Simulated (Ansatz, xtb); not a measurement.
Two isomers of CH8ClNOSi2

We compare X, `CO[SiH2]N[SiH2]Cl`, a singlet, with Y, `CO[Si@@H](Cl)N[SiH3]`, a singlet. Both are isolated molecules in the gas phase, relaxed with r2SCAN-D4/def2-SVP, each in the lowest conformer that the search found.

Q: Estimate which is lower in electronic energy at CCSD(T)/def2-SVP + ΔMP2/def2-TZVPP, and by roughly how much.

A: The CCSD(T)/def2-SVP + ΔMP2/def2-TZVPP calculation puts structure Y lower, by 9.6 kJ/mol.

How the difference moves with the method:

| level | geometry | E(Y) − E(X) (kJ/mol) | departure from the last row (kJ/mol) | job, with rough time for the two |
| --- | --- | --- | --- | --- |
| GFN2-xTB | GFN2-xTB | +12.0 | +21.6 | optimisation, 0.51 s |
| HF/STO-3G | GFN2-xTB | −10.7 | −1.1 | single point, 0.88 s |
| r2SCAN-D4/def2-SVP//GFN2-xTB | GFN2-xTB | −19.3 | −9.7 | single point, 5 s |
| r2SCAN-D4/def2-SVP | r2SCAN-D4/def2-SVP | −12.5 | −3.0 | optimisation, 3.1 min |
| HF/def2-SVP | r2SCAN-D4/def2-SVP | −7.4 | +2.2 | part of the CCSD(T) run |
| MP2/def2-SVP | r2SCAN-D4/def2-SVP | −11.8 | −2.3 | part of the CCSD(T) run |
| CCSD(T)/def2-SVP | r2SCAN-D4/def2-SVP | −11.6 | −2.0 | single point |
| CCSD(T)/def2-SVP + ΔMP2/def2-TZVPP | r2SCAN-D4/def2-SVP | −9.6 |  | single point, 74 s |

As drawn, both hold the same kinds of bond in the same numbers.

GFN2-xTB puts the two in the other order. The largest departure from CCSD(T)/def2-SVP + ΔMP2/def2-TZVPP is that of GFN2-xTB, 21.6 kJ/mol. The last row adds to CCSD(T) the change of the MP2 difference between the two basis sets, here +2.0 kJ/mol.

With thermal terms from frequencies at re-optimised GFN2-xTB minima (ideal gas, soft modes damped towards free rotors, one conformer each, 298.15 K, 1 atm): on the last row, ΔE + ΔZPE = −10.6, ΔH = −10.2, ΔG = −11.0 kJ/mol.

The correlated steps freeze 18 core orbitals. Mirror images aren't counted in ΔG. Codes used: Ansatz 0.2.0, xtb 6.7.1; the last row on 2 threads of Intel(R) Xeon(R) Platinum 8259CL CPU @ 2.50GHz (Skylake/Cascade Lake) on a shared host.

Gathering chlorine, methoxy and amino groups on one silicon is favoured over spreading them across two, a modest preference of 9.6 kJ/mol. Since the bond types match, the difference reflects how the substituents interact. The likely source is a geminal, anomeric-type effect: oxygen and nitrogen lone pairs donate into the low-lying σ*(Si–Cl) orbital, while the more positive silicon strengthens the polar bonds around it. In X, chlorine shares its silicon with nitrogen alone, so the oxygen–chlorine part of this interaction is lost.

Hartree–Fock in the def2-SVP basis already favours Y, so the preference doesn't depend on electron correlation, which only enlarges it. GFN2-xTB reverses the order, probably because its approximate electronic terms undervalue this geminal stabilisation. Its geometries matter too: relaxation with r2SCAN-D4 lowers X more than Y and narrows the gap. Thermal terms leave the preference almost unchanged, as expected for isomers with such similar bonds. The energies don't separate hyperconjugation from electrostatics; that would need an orbital or energy decomposition analysis.
